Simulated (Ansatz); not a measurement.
Ag₃Sb: the change of pressure and energy above lowest point with volume scale

All results are calculated (Ansatz 0.2.0). Free energy against uniform scaling of the volume at fixed shape and fractions; periodic cell, basis, potentials, k mesh and filling as listed.

The cell before it is scaled or strained (space group P-6m2, No. 187):
```
CELL_PARAMETERS angstrom
3.15360 0.00000 0.00000
-1.57680 2.73110 0.00000
0.00000 0.00000 9.64750
ATOMIC_POSITIONS crystal
Ag 0.00000 0.00000 0.50000
Ag 0.33333 0.66667 0.26448
Ag 0.33333 0.66667 0.73552
Sb 0.00000 0.00000 0.00000
```

Settings of every row: functional r2SCAN; dispersion none; potentials PAW; wave cutoff 600 eV; density cutoff 2400 eV; k mesh 8x8x3; k shift 0x0x0; occupations fermi dirac; smearing width 0.1 eV; spin none; SCF threshold exponent -10.

Limits: coarse k mesh, up to 40 meV an atom off; the cell comes from a prototype or a list of computed structures and needn't be the stable phase.

| row | volume scale | V (Å³/atom) | pressure (GPa) | energy above lowest point (meV/atom) |
| --- | --- | --- | --- | --- |
| 1 | 0.9406 | 19.539 | 2.16 | 3.1 |
| 2 | 0.9703 | 20.156 | -0.46 | 0 |
| 3 | 1 | 20.773 | ? | ? |
| 4 | 1.0297 | 21.39 | -4.38 | 19.6 |
| 5 | 1.0594 | 22.007 | -5.83 | 39.3 |

Question: what pressure and energy above lowest point should row 3 give?

Worked fit of pressure. Take u = (V_r/V)^(2/3) − 1 with V_r = 20.773 Å³ an atom, which is twice the finite (Eulerian) strain; such expansions in the strain, on which the Birch-Murnaghan equation of state is built, carry the rest volume and the bulk modulus. The shown rows have u = 0.04167, 0.0203, -0.01932, -0.03774. Least squares give pressure = −2.614 + 99.04 × u + 370.3 × u² GPa; a straight line predicts inner rows, each left out in turn, worse (root mean square 0.34 against 0.023 GPa). The rows lie off it by 0.00, -0.01, 0.01, -0.01. The pressure vanishes at u = 0.0242, or V = 20.04 Å³ an atom, and there the bulk modulus at fixed shape and fractions is B = −V dP/dV = (2/3)(1 + u) dP/du = 79.9 GPa. Letting shape and atoms relax would as a rule lower it, by much in layered, chain or molecular crystals. The withheld row has u = 0, so the fit gives −2.614 + 99.04 × (0) + 370.3 × (0)² = -2.61 GPa.

The calculation gave -2.61 GPa. The fit meets it to the printed digit.

Worked fit of energy above lowest point. Take u = (V_r/V)^(2/3) − 1 with V_r = 20.773 Å³ an atom, which is twice the finite (Eulerian) strain; such expansions in the strain, on which the Birch-Murnaghan equation of state is built, carry the rest volume and the bulk modulus. The shown rows have u = 0.04167, 0.0203, -0.01932, -0.03774. Least squares give energy above lowest point = 6.02 − 497.8 × u + 10228 × u² meV/atom; a straight line predicts inner rows, each left out in turn, worse (root mean square 9.3 against 0.35 meV/atom). The rows lie off it by 0.1, -0.1, 0.1, -0.1. Its lowest point lies at u = 0.0243, or V = 20.04 Å³ an atom, and the curvature there gives the bulk modulus at fixed shape and fractions, B = (4/9)(1 + u)² E″(u)/V = 76.3 GPa. Letting shape and atoms relax would as a rule lower it, by much in layered, chain or molecular crystals. The withheld row has u = 0, so the fit gives 6.02 − 497.8 × (0) + 10228 × (0)² = 6.0 meV/atom.

The calculation gave 6 meV/atom. The fit meets it to the printed digit.
